## Energy and size of the 1s orbital in the ions of vanadium

One electron bound to a point charge Z has, in atomic units, the orbital energy ε = −Z²/2, the mean radius ⟨r⟩ = 3/(2Z), the mean square radius ⟨r²⟩ = 3/Z², and its radial probability density peaks at r_max = 1/Z. If other electrons merely lowered Z to one effective charge, all four would move together. An electron spread over a shell outside the 1s region acts differently: by the shell theorem it produces inside itself a constant potential equal to its ⟨1/r⟩. A constant shifts the eigenvalue in full and exerts no force, so the orbital keeps its shape. The energy counts all outer electrons, each weighted by ⟨1/r⟩; the radius feels only the charge and exchange that reach into the 1s region.

Spherical vanadium ions from V+ to V22+, computed with B-spline radial code 1 at the basis-set limit: non-relativistic Hartree-Fock, average of configuration, point nucleus. ε(1s) is the 1s orbital energy, <r> and <r²> are the mean radius and mean square radius of that orbital, and r_max is where its radial probability density peaks.

```
species   Z  charge (e)  electrons  configuration  ε(1s) (hartree)  <r>(1s) (bohr)  r_max(1s) (bohr)  <r²>(1s) (bohr²)
     V+  23           1         22       [Ar] 3d4         -201.611        0.066998           0.04412         0.0060227
    V2+  23           2         21       [Ar] 3d3         -202.132        0.067000           0.04412         0.0060230
    V4+  23           4         19       [Ar] 3d1         -203.581        0.067006           0.04412         0.0060243
    V5+  23           5         18   [Ne] 3s2 3p6         -204.473        0.067010           0.04412         0.0060251
    V6+  23           6         17   [Ne] 3s2 3p5         -205.594        0.067004           0.04412         0.0060239
    V8+  23           8         15   [Ne] 3s2 3p3         -208.052        0.066989           0.04412         0.0060206
    V9+  23           9         14   [Ne] 3s2 3p2         -209.387        0.066979           0.04412         0.0060186
   V11+  23          11         12       [Ne] 3s2         -212.266        0.066956           0.04411         0.0060139
   V12+  23          12         11       [Ne] 3s1         -213.749        0.066954           0.04411         0.0060133
   V14+  23          14          9   [He] 2s2 2p5         -219.300        0.066871           0.04409         0.0059953
   V15+  23          15          8   [He] 2s2 2p4         -223.471        0.066786           0.04408         0.0059766
   V17+  23          17          6   [He] 2s2 2p2         -232.289        0.066593           0.04404         0.0059350
   V18+  23          18          5   [He] 2s2 2p1         -236.933        0.066485           0.04402         0.0059120
   V19+  23          19          4       [He] 2s2         -241.731        0.066371           0.04399         0.0058876
   V21+  23          21          2            1s2         -250.292        0.066300           0.04397         0.0058731
   V22+  23          22          1            1s1         -264.500        0.065217           0.04348         0.0056711
```

V22+ reproduces the hydrogenic values. From V+ to V21+ these Hartree–Fock results deepen ε(1s) by 48.7 hartree, 24% of the V+ value, while ⟨r⟩ falls by 1.04%. For V+ the charge √(−2ε) is 20.08, whereas 3/(2⟨r⟩) gives 22.39. A single screened charge taken from the energy would put ⟨r⟩ at 0.0747 bohr, 11.5% above the table. The charge read from ε says little about the force on the electron.

### Steps in the energy

ε(1s) deepens at every row, but rows differ by one or two electrons, so steps are compared per electron. They are 0.5 to 0.9 hartree for 3d, 1.1 to 1.4 for 3p and 4.2 to 4.8 for 2p. Within each of these shells the step grows with charge, because the shell being emptied has tightened.

The constant-potential picture can be checked with no fitted parameter. The electron–nucleus energy of the same calculation equals −Z Σ⟨1/r⟩, summed over all electrons. For V5+ → V6+ it changes from −2169.797 to −2144.009 hartree, and 25.788/23 = 1.121 hartree; the table gives 205.594 − 204.473 = 1.121. The 3p orbital of V5+ has ⟨1/r⟩ = 1.42 bohr⁻¹, more than the step: the remaining electrons contract and restore part of the lost potential, and the sum includes this.

For all pure d and p steps the ratio of the step in ε to the step in Σ⟨1/r⟩ lies between 0.962 and 1.022. Both sides come from one calculation, so the agreement tests the picture and not nature. The ratio falls as a larger share of the removed electron's ⟨1/r⟩ comes from the 1s region: about 1.00 for 3p, 0.96 to 0.97 for 2p, 0.92 for 3s, 0.81 for 2s and 0.635 for the partner 1s. Theory gives the reason. Σ⟨1/r⟩ is the potential at the nucleus, and charge lying inside the position of the 1s electron repels it less than that; exchange lowers the repulsion further. This is why a 2s electron, with nearly the same ⟨1/r⟩ as 2p in V18+, moves ε by 4.28 hartree against 4.80 for the last 2p. The step V12+ → V14+ removes one 3s and one 2p electron and belongs to neither group.

### Steps in the radius

Let W be the potential of an added electron. A perturbation λr changes the hydrogenic 1s function ψ by −λ(r² − 3/Z²)ψ/(2Z) (the Dalgarno–Lewis solution), and the interchange of the two perturbations gives

δ⟨r⟩ = −(⟨W r²⟩ − ⟨W⟩⟨r²⟩)/Z,

which vanishes for constant W. The partner 1s electron can be worked in full. Its potential is W = 1/r − e^(−2Zr)(Z + 1/r), so ⟨W⟩ = 5Z/8 and ⟨W r²⟩ = 21/(16Z). Then δ⟨r⟩ = (30/16 − 21/16)/Z² = 9/(16·529) = 0.001063 bohr, against 0.066300 − 0.065217 = 0.001083 in the table, 2% low. Nothing was fitted to this row. Written as 3/[2(Z − σ)], the result means σ = 3/8, and V21+ gives 0.376. The energy shift 5Z/8 means σ = 5/8 when read from √(−2ε), and V21+ gives 0.626; ⟨1/r⟩ gives the familiar 5/16. One electron thus has a different screening constant for each property. The partner screens mostly the tail of the orbital, so σ rises from r_max (0.26) through ⟨r⟩ to ⟨r²⟩ (0.40). The energy step itself, 14.208 hartree, is below 5Z/8 = 14.375 because the expanded orbital has a smaller repulsion integral, 14.153, to which 0.055 is added as the one-electron cost of expanding.

The same formula, with exchange included in W, was applied to the n = 2 electrons, using hydrogenic orbitals with the bare charge or with a charge of about 20.8 set by ⟨1/r⟩ in V18+. For one 2p electron it gives 134 and 105 × 10⁻⁶ bohr, on either side of the 114 between V18+ and V19+. Nearly half comes from exchange, which widens 1s: the product of 1s and 2p has one sign, and the exchange gain grows as 1s reaches outward.

### Irregular rows

Two 2s electrons (V19+ → V21+) change ⟨r⟩ by 71 × 10⁻⁶ bohr, less than one 2p electron does, although 2s penetrates more. In the first-order model the direct push of the pair is indeed large, 194 with the bare charge, but exchange takes back 115. The product of 1s and 2s changes sign near the 2s node and is largest inside it, so here exchange pulls 1s inward. The sum is 79 for the bare and 47 for the screened orbital, 34% below the table in the second case; as a difference of larger terms it supports the sign and order of size, no more. The argument assumes canonical orbitals. Closed 1s and 2s shells can be rotated into each other at no cost in energy, so the size of this step depends on the choice of orbitals.

A 3p electron puts far less charge near the nucleus. Scaling the 2p step by the ratio of ⟨r⁻³⟩, about 0.10, gives roughly 10⁻⁵ bohr, and the table shows 6 to 11.5 × 10⁻⁶ per electron. The same kind of scaling suggests about 6 × 10⁻⁶ for 3s, where V11+ → V12+ shows 2, close to the last printed digit. Contraction of the inner shells works against the removal (⟨1/r⟩ of 2p is slightly larger in V12+ than in V5+), but 3s also passes from closed to open here, so this step deserves no physical reading.

While 3d empties, ⟨r⟩ grows, by 12 × 10⁻⁶ bohr up to its maximum at V5+. This is a dozen units of the last digit, ⟨r²⟩ rises with it, and all these rows share the same closed s shells; the printed r_max is too coarse to respond. A d electron has almost no density in the 1s region, so its removal relieves almost no force. The likely cause is indirect: the s and p shells, now less screened, contract and push more charge inward. Outputs of the same runs show the contraction of 3p, whose repulsion integral F⁰ rises at every row from V+ to V5+; the total density at the nucleus rises too, from 8171 to 8181 bohr⁻³. That this widens 1s by the amount seen is expected, not computed. The same guess would account for the 3d energy ratios of 1.01 to 1.02, since the potential regained from penetrating shells counts less for ε than for Σ⟨1/r⟩. In the 3p steps this gain probably offsets the small loss from penetration, so the match to three decimals in V5+ → V6+ owes something to cancellation.

### Neighbouring elements and limits

For the ions of an adjacent element the first-order formulas say that energy steps of inner electrons scale as Z and radius steps as 1/Z², with the large breaks where 2p and then 1s are opened. Correlation is left out throughout, and the open-shell rows are configuration averages, not terms. −ε(1s) is not the ionisation energy of the core, since the ion relaxes; the difference is 0.056 hartree in V21+, and more electrons can relax around the hole in the ions from V19+ down to V+; in V22+ none is left to relax and the difference is zero. Relativity is absent: the Dirac hydrogenic 1s is 0.95% smaller in ⟨r⟩ and 1.89 hartree deeper, so the missing contraction is nearly as large as the whole change from V+ to V21+. It should affect absolute values more than the steps. The row-by-row comparison stands in the output below.

Printed output of the fit:

```
rounding floor: eps 0.0005 Eh, <r> 0.5e-6, r_max 5e-6 bohr (0.003 in charge), <r2> 0.5e-7 bohr^2
ion: Z-Zeff from eps,<r>,rmax,<r2> | to next row: removed, deps, dU (Eh), ratio, deps/e, d<r> (1e-6 bohr), per e
V+    2.920 0.611 0.335 0.681 | 1e 3d     0.521  0.515 1.012  0.521      2     2.0
V2+   2.894 0.612 0.335 0.682 | 2e 3d     1.449  1.422 1.019  0.724      6     3.0
V4+   2.822 0.614 0.335 0.684 | 1e 3d     0.892  0.873 1.022  0.892      4     4.0
V5+   2.778 0.615 0.335 0.686 | 1e 3p     1.121  1.121 1.000  1.121     -6    -6.0
V6+   2.722 0.613 0.335 0.684 | 2e 3p     2.458  2.463 0.998  1.229    -15    -7.5
V8+   2.601 0.608 0.335 0.678 | 1e 3p     1.335  1.340 0.996  1.335    -10   -10.0
V9+   2.536 0.605 0.335 0.674 | 2e 3p     2.879  2.895 0.994  1.439    -23   -11.5
V11+  2.396 0.597 0.329 0.665 | 1e 3s     1.483  1.618 0.917  1.483     -2    -2.0
V12+  2.324 0.597 0.329 0.664 | 2e 3s+2p  5.551  5.795 0.958  2.776    -83   -41.5
V14+  2.057 0.569 0.319 0.631 | 1e 2p     4.171  4.285 0.973  4.171    -85   -85.0
V15+  1.859 0.540 0.314 0.596 | 2e 2p     8.818  9.096 0.969  4.409   -193   -96.5
V17+  1.446 0.475 0.293 0.517 | 1e 2p     4.644  4.811 0.965  4.644   -108  -108.0
V18+  1.232 0.439 0.283 0.474 | 1e 2p     4.798  4.986 0.962  4.798   -114  -114.0
V19+  1.012 0.400 0.268 0.427 | 2e 2s     8.561 10.554 0.811  4.281    -71   -35.5
V21+  0.626 0.376 0.257 0.399 | 1e 1s    14.208 22.375 0.635 14.208  -1083 -1083.0
V22+  0.000-0.000 0.001 0.000
d,p steps: ratio 0.962 to 1.022; worst overall 1s 0.635, 2s 0.811, 3s 0.917
V5+: outer sum<1/r> 49.283, eps-eps(V21+) 45.819, gap 3.465 Eh, ratio 0.930
V12+: outer sum<1/r> 39.820, eps-eps(V21+) 36.543, gap 3.277 Eh, ratio 0.918
V18+: outer sum<1/r> 15.628, eps-eps(V21+) 13.359, gap 2.269 Eh, ratio 0.855
V+ to V21+: eps deepens 48.681 Eh (24.1%), <r> -1.04%, rmax -0.34%
V+: Zeff eps 20.08, <r> 22.39; one-charge rival <r> 0.07470 bohr, error 11.5%
max <r> at V5+: +12e-6 bohr, <r2> +24e-7 bohr^2 over V+
shape <r2>/<r>^2: V+ 1.3417, V21+ 1.3361, V22+ 1.3334 (hydrogenic 1.3333)
V21+ screening eps 0.6263 (5/8), <r> 0.3756 (3/8), <1/r> 0.3125 (5/16)
last step 14.208 Eh = F0 14.153 + one-electron part 0.055; 5Z/8 = 14.375
first order, partner added: eps direct, exchange, sum | table (Eh); <r> direct, exchange, sum | table (1e-6 bohr)
1x1s z=23.00: 14.375 0.000 14.375 | 14.208; 1063 0 1063 | 1083
2x2s z=23.00: 9.654 -0.505 9.150 | 8.561; 194 -115 79 | 71
2x2s z=20.86: 8.475 -0.336 8.139 | 8.561; 123 -76 47 | 71
1x2p z=23.00: 5.584 -0.196 5.388 | 4.798; 76 58 134 | 114
1x2p z=20.78: 5.080 -0.149 4.931 | 4.798; 56 49 105 | 114
rough scaling, 1e-6 bohr per e: 3p -11 (<r^-3> ratio 0.10), 3s -6 (rho0 ratio 0.17)
V21+: -eps 250.292 Eh, total-energy difference 250.236, relaxation 0.056 Eh
Dirac hydrogenic 1s: <r> -0.95%, eps shift -1.89 Eh = -51.4 eV
```
